Semilocal pseudopotentials in QMC: counting the local channel twice

Conventions: Hartree atomic units, one ion at the origin, no spin-orbit term. Channel l sees V_l(r), and V_l = V_loc for l > l_max. P̂_l projects one electron on angular momentum l, P_l is a Legendre polynomial, θ' is the angle between r_i and r', and dΩ' is solid angle on the sphere |r'| = r_i.

Test case: Na, one valence s electron, d channel local, l_max = 1. Model potentials: V_loc = −1/r and V_0 = −1/r + B/r², with B = ν(ν−1)/2. We chose ν = 1.627 to reproduce the typical ionisation energy of about 5.14 eV, so B = 0.5101. Trial function: Ψ = r^(ν−1) exp(−r/ν), for which

−½∇²Ψ/Ψ = −1/(2ν²) + 1/r − B/r².

Averages over |Ψ|²: ⟨1/r⟩ = 1/ν² = 0.3778, ⟨1/r²⟩ = 2/[ν³(2ν−1)] = 0.2060, ⟨T⟩ = 0.0838 Ha.

WRONG ATTEMPT (do not copy)

(a) E_L = −½Σ_i ∇_i²Ψ/Ψ + V_ee + Σ_i V_loc(r_i) + V_NLΨ/Ψ
(b) V_NL = Σ_i Σ_(l≤l_max) V_l(r_i) P̂_l
(c) Addition theorem: Σ_m Y_lm(Ω_i) Y*_lm(Ω') = (2l+1)/(4π) P_l(cos θ')
(d) Here V_ee = 0 and Ψ(r')/Ψ(r) = 1 on the sphere, so ∫dΩ' P_l = 4π δ_l0 leaves V_NLΨ/Ψ = V_0(r), with ⟨V_0⟩ = −0.2727 Ha.
(e) E_VMC = 0.0838 − 0.3778 − 0.2727 = −0.5667 Ha = −15.42 eV. This is wrong.

Symptom

Ψ is an exact eigenfunction of T + V_0, so E_L must be constant. The attempt gives E_L(r) = −1/(2ν²) − 1/r, with standard deviation 1/[ν²√(2ν−1)] = 0.2516 Ha. The potential tends to −2/r, although the ion has charge +1. The answer also depends on bookkeeping: declare s local and drop l = 0 from the sum, and the energy of the same s state jumps to −1/(2ν²).

Faulty line

Line (b). The operator is Σ_l V_l P̂_l over all l. Because Σ_l P̂_l = 1, it equals V_loc + Σ_(l≤l_max) (V_l − V_loc) P̂_l. Line (a) already applies V_loc to every channel, so only the difference belongs in V_NL. In practice the slip arises when a file tabulates full V_l and the code expects differences. Check the large-r columns: r·V_l tends to −Z_val, whereas r·(V_l − V_loc) tends to 0.

Mended calculation

With v_l = V_l − V_loc and line (c),

V_NLΨ/Ψ = Σ_i Σ_(l≤l_max) v_l(r_i) (2l+1)/(4π) ∫dΩ' P_l(cos θ') Ψ(…, r', …)/Ψ(…, r_i, …),

all other electrons held fixed. For Na only l = 0 survives: V_NLΨ/Ψ = v_0 = B/r², average +0.1051 Ha. The r-dependent terms of E_L cancel, so E_L = −1/(2ν²) everywhere, with zero variance:

E = 0.0838 − 0.3778 + 0.1051 = −0.1889 Ha = −5.14 eV.

The 5.14 is the fitted input and tests nothing.

Size of the error (the model's numbers)

At fixed Ψ the slip adds ⟨V_loc⟩ = −1/ν² = −0.3778 Ha = −10.28 eV, which triples the energy. Relaxing makes it worse. DMC in the locality approximation (zero time step) sees −2/r + B/r², whose nodeless ground state r^(ν−1) exp(−2r/ν) has energy −2/ν² = −0.7555 Ha = −20.56 eV. That is four times the exact value, an error of −15.42 eV.

Production pseudopotentials typically soften V_loc in the core and make v_l short-ranged, which changes the digits. The order of magnitude stays, since a fraction of about 0.6 of ⟨1/r⟩ here comes from r > 2 bohr, where the Coulomb tail dominates. In a Si atom (Z_val = 4, d local) the same slip gives the s and p components a bare-ion tail of −8/r in place of −4/r.